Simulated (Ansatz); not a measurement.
# Se2O: pressure and energy above lowest point as volume per atom varies

All results are calculated (Ansatz 0.2.0 development build). Equation of state of a cubic crystal from periodic Kohn-Sham density functional theory without spin; pressure corrected for the finite basis.

Cell of the first row (space group Fm-3m, No. 225):
```
Se2O
1.0
      0.0000     2.8627     2.8627
      2.8627     0.0000     2.8627
      2.8627     2.8627     0.0000
Se O
2 1
Direct
  0.25000 0.25000 0.25000
  0.75000 0.75000 0.75000
  0.00000 0.00000 0.00000
```

Settings of every row: formula Se2O; structure type antifluorite; functional PBE; spin treatment none; k mesh 32x32x32; occupation method fermi-dirac; occupation width 0.061225619 eV; wave cutoff 420 eV; datasets soft-1 PAW; density cutoff ratio 4.

Limits: a cubic model structure, not a phase known at ambient conditions.

| row | volume per atom (Å³) | pressure (GPa) | energy above lowest point (meV/atom) |
| --- | --- | --- | --- |
| 1 | 15.641 | 5.903 | 17.29 |
| 2 | 15.974 | ? | ? |
| 3 | 16.306 | 1.735 | 1.73 |
| 4 | 16.639 | -0.033 | 0 |
| 5 | 16.972 | -1.617 | 1.74 |
| 6 | 17.305 | -3.037 | 6.6 |

Question: what pressure and energy above lowest point should row 2 give?

Worked fit of pressure. Take u = (V_r/V)^(2/3) − 1 with V_r = 16.639 Å³ an atom, which is twice the finite (Eulerian) strain; such expansions in the strain, on which the Birch-Murnaghan equation of state is built, carry the rest volume and the bulk modulus. The shown rows have u = 0.0421, 0.01357, 0, -0.01312, -0.02582. Least squares give pressure = −0.0342 + 125.647 × u + 364.91 × u² GPa; a straight line predicts inner rows, each left out in turn, worse (root mean square 0.21 against 0.0043 GPa). The rows lie off it by 0.001, -0.003, 0.001, 0.003, -0.002. The pressure vanishes at u = 0.0003, or V = 16.63 Å³ an atom, and there the bulk modulus at fixed shape and fractions is B = −V dP/dV = (2/3)(1 + u) dP/du = 83.9 GPa. The withheld row has u = 0.02756, so the fit gives −0.0342 + 125.647 × (0.02756) + 364.91 × (0.02756)² = 3.706 GPa.

The calculation gave 3.706 GPa. The fit meets it to the printed digit.

Worked fit of energy above lowest point. Take u = (V_r/V)^(2/3) − 1 with V_r = 16.639 Å³ an atom, which is twice the finite (Eulerian) strain; such expansions in the strain, on which the Birch-Murnaghan equation of state is built, carry the rest volume and the bulk modulus. The shown rows have u = 0.0421, 0.01357, 0, -0.01312, -0.02582. Least squares give energy above lowest point = −0.013 − 2.94 × u + 9828.7 × u² meV/atom; a straight line predicts inner rows, each left out in turn, worse (root mean square 5.5 against 0.038 meV/atom). The rows lie off it by 0.01, -0.03, 0.01, 0.02, -0.02. Its lowest point lies at u = 0.0001, or V = 16.64 Å³ an atom, and the curvature there gives the bulk modulus at fixed shape and fractions, B = (4/9)(1 + u)² E″(u)/V = 84.2 GPa. The withheld row has u = 0.02756, so the fit gives −0.013 − 2.94 × (0.02756) + 9828.7 × (0.02756)² = 7.37 meV/atom.

The calculation gave 7.35 meV/atom. The fit lies 0.02 meV/atom (0.12 % of the column's range) above it; its largest miss of a shown row is 0.03 meV/atom.
